**Second ionisation energies from Be+ to Ne+: LDA and Dirac-Fock against NIST**

The table holds ionisation energies of six singly charged second-period ions from spin-polarised scalar-relativistic LDA-PZ atoms (energy difference, highest eigenvalue, mean radius) and from configuration-averaged Dirac-Fock, beside NIST values. The program lists the error of each level, applies a Slater-Condon ground-term shift to Dirac-Fock with F² taken from F+ and scaled in two ways, fits the LDA gap between IE and −ε to c/⟨r⟩, and checks the end-point mean of the eigenvalue for three ions. LDA energy differences lie within 0.66 eV of NIST, the raw eigenvalue is 4 to 10 eV low, and averaged Dirac-Fock scatters from −1.70 to +1.58 eV. The term shift makes all Dirac-Fock errors negative without lowering their mean size, which indicates that the close agreement for Ne+ is a cancellation. The gap follows c/⟨r⟩ with c = 9.39 eV bohr and an rms misfit of 0.36 eV, and Breit, QED and recoil terms stay at or below 0.006 eV.

Calculated values. Singly charged second-period ions in NIST's ground configurations. Quantum ESPRESSO 7.5 (ld1.x): all-electron scalar-relativistic LDA-PZ, spin-polarised, spherical, open shells at highest spin, point nucleus. Dirac-Fock: B-spline radial atomic code version 1, Dirac-Coulomb, Fermi nucleus, configuration average; both ionisation energies are total-energy differences.

## Program and output

```python
# Table: ionisation energies (eV) of second-period +1 ions. ld1.x spin-polarised scalar-relativistic LDA-PZ
# (energy difference, -eps, radius), configuration-averaged Dirac-Fock (radial B-spline code), NIST values.
# Tested: errors by level; Slater-Condon term shift of Dirac-Fock; IE + eps = c/<r>; Janak endpoint mean.
T = {
    'ion': ['Be+', 'B+', 'C+', 'N+', 'F+', 'Ne+'],
    'Z': [4, 5, 6, 7, 9, 10],
    'N': [3, 4, 5, 6, 8, 9],
    'configuration': ['[He] 2s1', '[He] 2s2', '[He] 2s2 2p1', '[He] 2s2 2p2', '[He] 2s2 2p4', '[He] 2s2 2p5'],
    'removed': ['2s', '2s', '2p', '2p', '2p', '2p'],
    'ionisation_energy': [18.2543, 24.5764, 24.6561, 30.1032, 35.2437, 41.6231],  # eV
    'minus_highest_eigenvalue': [14.301, 19.417, 17.782, 22.054, 26.259, 31.406],  # eV
    'highest_level_mean_radius': [2.265, 1.7874, 1.4799, 1.2488, 1.0108, 0.89299],  # bohr
    'highest_level': ['2s up', '2s', '2p up', '2p up', '2p down', '2p down'],
    'nist': [18.21115, 25.15483, 24.383143, 29.60125, 34.97081, 40.96297],  # eV
    'nist_kind': ['measured', 'measured', 'measured', 'semi-empirical', 'measured', 'measured'],
    'error': [0.0431, -0.578, 0.273, 0.502, 0.273, 0.66],  # eV
    'ie_hf': [18.129, 23.452, 24.043, 28.067, 36.55, 41.031],  # eV
}
import numpy as np
from scipy.constants import physical_constants as pc, alpha
Ha = pc['Hartree energy in eV'][0]
ion = list(T['ion']); Z = np.array([4, 5, 6, 7, 9, 10]); N = Z - 1
a = lambda k: np.array(T[k], float)
ie, eps, r, ref, hf = map(a, ['ionisation_energy', 'minus_highest_eigenvalue', 'highest_level_mean_radius', 'nist', 'ie_hf'])
# further outputs of the same runs
hfeps = np.array([18.12999, 23.78494, 24.61223, 29.15391, 38.66731, 43.66014])  # Dirac-Fock -eps, eV
corr = np.array([-0.08449858, -1.70597, -0.3407375, -1.536008, 1.575423, 0.0619996])  # DF+Breit+QED+recoil less NIST
F2F = 11.68689  # F2(2p3/2,2p3/2) of F+, eV
fs = (1.423812 - 1.420997) * Ha  # F+ 2p1/2 - 2p3/2 orbital energies
epsion = {'B+': 28.45883, 'N+': 38.5667, 'F+': 44.52489}  # LDA -eps of the same spin level in the 2+ ion
d = {0: 0, 1: 0, 2: -3/25, 3: -9/25, 4: -3/25, 5: 0}  # ground term less average of p^n, units of F2
p = np.maximum(N - 4, 0); iF = ion.index('F+')
d0 = np.array([d[n] for n in p]); d1 = np.array([d[max(n - 1, 0)] for n in p])
zs = lambda z, n: z - 1.7 - 0.35 * (n - 3)  # Slater charge of the n=2 shell
FA = F2F * r[iF] / r; FB0 = F2F * zs(Z, N) / zs(9, 8); FB1 = F2F * zs(Z, N - 1) / zs(9, 8)
sA = (d1 - d0) * FA; sB = d1 * FB1 - d0 * FB0
L = {'LDA dE': ie, 'LDA -eps': eps, 'DF dE': hf, 'DF -eps': hfeps, 'DF+termA': hf + sA, 'DF+termB': hf + sB}
E = np.array([v - ref for v in L.values()]).T
row = lambda s, v, f='%9.3f': print('%-15s' % s + ''.join(f % x for x in v))
print('Rounding of table: 0.0005 eV (DF IE, -eps), 0.00005 eV (LDA IE)')
print('%-15s' % 'less NIST, eV' + ''.join('%9s' % k for k in L))
for i, s in enumerate(ion): row(s, E[i])
row('mean', E.mean(0)); row('mean abs', abs(E).mean(0)); row('largest abs', abs(E).max(0))
row('largest abs %', (100 * abs(E) / ref[:, None]).max(0), '%9.1f')
row('rows < 1 eV', (abs(E) < 1).sum(0), '%9d'); row('rows < 0.1 eV', (abs(E) < 0.1).sum(0), '%9d')
print('Term shift: coefficient, F2 A, shift A (1/r), F2 B ion, F2 B 2+ ion, shift B (Slater charge), eV')
for i in (3, 4, 5): row(ion[i], [d1[i] - d0[i], FA[i], sA[i], FB0[i], FB1[i], sB[i]], '%9.2f')
pr, un = [1, 4, 5], [0, 2, 3]
print('DF+term mean error: paired (B,F,Ne) A %.2f B %.2f; unpaired (Be,C,N) A %.2f B %.2f eV'
      % (E[pr, 4].mean(), E[pr, 5].mean(), E[un, 4].mean(), E[un, 5].mean()))
print('LDA 2p error: spin channel 1->0 (C,F) %.3f %.3f; 2->1 (N,Ne) %.3f %.3f eV' % tuple(E[[2, 4, 3, 5], 0]))
print('%-15s%9s%9s%9s%9s%9s' % ('IE step, eV', 'NIST', 'LDA dE', 'DF dE', 'DF+termA', 'DF+termB'))
for i in range(5): row(ion[i] + ' to ' + ion[i + 1], [v[i + 1] - v[i] for v in (ref, ie, hf, hf + sA, hf + sB)])
gap = ie - eps; c = (gap / r).sum() / (1 / r**2).sum(); k = (ie * eps).sum() / (eps**2).sum()
r1 = eps + c / r - ie; r2 = k * eps - ie; ex = np.polyfit(np.log(r), np.log(gap), 1)[0]
print('LDA level: -eps/IE, gap IE+eps (eV), gap*r (eV bohr), misfit c/r, misfit scaled eps (eV)')
for i, s in enumerate(ion): row(s + ' ' + str(T['highest_level'][i]), [eps[i] / ie[i], gap[i], gap[i] * r[i], r1[i], r2[i]])
rms = lambda x: np.sqrt((x**2).mean())
print('c %.2f eV bohr rms %.2f eV; scale %.3f rms %.2f eV; gap ~ r^%.2f' % (c, rms(r1), k, rms(r2), ex))
print('Janak: -eps before, -eps after, mean, mean less LDA dE (eV)')
for s, e in epsion.items():
    i = ion.index(s); row(s, [eps[i], e, (eps[i] + e) / 2, (eps[i] + e) / 2 - ie[i]])
row('LDA less DF eV', ie - hf)
row('DF -eps less dE', hfeps - hf)
row('Breit+QED+rec', corr - (hf - ref))
print('F+ 2p1/2-2p3/2 splitting %.3f eV; (Z alpha)^2 Be %.4f, Ne %.4f' % (fs, (4 * alpha)**2, (10 * alpha)**2))
# further outputs: C2+ LDA IE and NIST value; LDA 2p up/down levels of N+ and F2+
print('LDA error 2s2 removal: B+ %.3f, C2+ %.3f eV' % (E[1, 0], 46.98027 - 47.88778))
print('LDA 2p down above up: N+ %.2f, F2+ %.2f eV' % (22.0538 - 18.6273, 51.51817 - 44.52489))
assert (E[2:, 0] > 0).all() and E[1, 0] < 0
assert (E[:, 4] < 0).all() and (E[:, 5] < 0).all()
assert ref[2] < ref[1] and ie[2] > ie[1] and hf[2] > hf[1]
assert -1.3 < ex < -0.7
```

Running it gives:

```
Rounding of table: 0.0005 eV (DF IE, -eps), 0.00005 eV (LDA IE)
less NIST, eV     LDA dE LDA -eps    DF dE  DF -eps DF+termA DF+termB
Be+                0.043   -3.910   -0.082   -0.081   -0.082   -0.082
B+                -0.578   -5.738   -1.703   -1.370   -1.703   -1.703
C+                 0.273   -6.601   -0.340    0.229   -0.340   -0.340
N+                 0.502   -7.547   -1.534   -0.447   -0.399   -0.460
F+                 0.273   -8.712    1.579    3.697   -1.226   -1.491
Ne+                0.660   -9.557    0.068    2.697   -1.519   -1.587
mean               0.195   -7.011   -0.335    0.787   -0.878   -0.944
mean abs           0.388    7.011    0.884    1.420    0.878    0.944
largest abs        0.660    9.557    1.703    3.697    1.703    1.703
largest abs %        2.3     27.1      6.8     10.6      6.8      6.8
rows < 1 eV            6        0        3        3        3        3
rows < 0.1 eV          1        0        2        1        1        1
Term shift: coefficient, F2 A, shift A (1/r), F2 B ion, F2 B 2+ ion, shift B (Slater charge), eV
N+                  0.12     9.46     1.14     8.95     9.69     1.07
F+                 -0.24    11.69    -2.80    11.69    12.42    -3.07
Ne+                -0.12    13.23    -1.59    13.06    13.79    -1.66
DF+term mean error: paired (B,F,Ne) A -1.48 B -1.59; unpaired (Be,C,N) A -0.27 B -0.29 eV
LDA 2p error: spin channel 1->0 (C,F) 0.273 0.273; 2->1 (N,Ne) 0.502 0.660 eV
IE step, eV         NIST   LDA dE    DF dE DF+termA DF+termB
Be+ to B+          6.944    6.322    5.323    5.323    5.323
B+ to C+          -0.772    0.080    0.591    0.591    0.591
C+ to N+           5.218    5.447    4.024    5.159    5.098
N+ to F+           5.370    5.140    8.483    4.543    4.339
F+ to Ne+          5.992    6.379    4.481    5.698    5.896
LDA level: -eps/IE, gap IE+eps (eV), gap*r (eV bohr), misfit c/r, misfit scaled eps (eV)
Be+ 2s up          0.783    3.953    8.954    0.193    0.782
B+ 2s              0.790    5.159    9.222    0.095    1.270
C+ 2p up           0.721    6.874   10.173   -0.528   -0.986
N+ 2p up           0.733    8.049   10.052   -0.528   -0.746
F+ 2p down         0.745    8.985    9.082    0.307   -0.289
Ne+ 2p down        0.755   10.217    9.124    0.301    0.183
c 9.39 eV bohr rms 0.36 eV; scale 1.331 rms 0.80 eV; gap ~ r^-1.01
Janak: -eps before, -eps after, mean, mean less LDA dE (eV)
B+                19.417   28.459   23.938   -0.638
N+                22.054   38.567   30.310    0.207
F+                26.259   44.525   35.392    0.148
LDA less DF eV     0.125    1.124    0.613    2.036   -1.306    0.592
DF -eps less dE    0.001    0.333    0.569    1.087    2.117    2.629
Breit+QED+rec     -0.002   -0.003   -0.001   -0.002   -0.004   -0.006
F+ 2p1/2-2p3/2 splitting 0.077 eV; (Z alpha)^2 Be 0.0009, Ne 0.0053
LDA error 2s2 removal: B+ -0.578, C2+ -0.908 eV
LDA 2p down above up: N+ 3.43, F2+ 6.99 eV
```
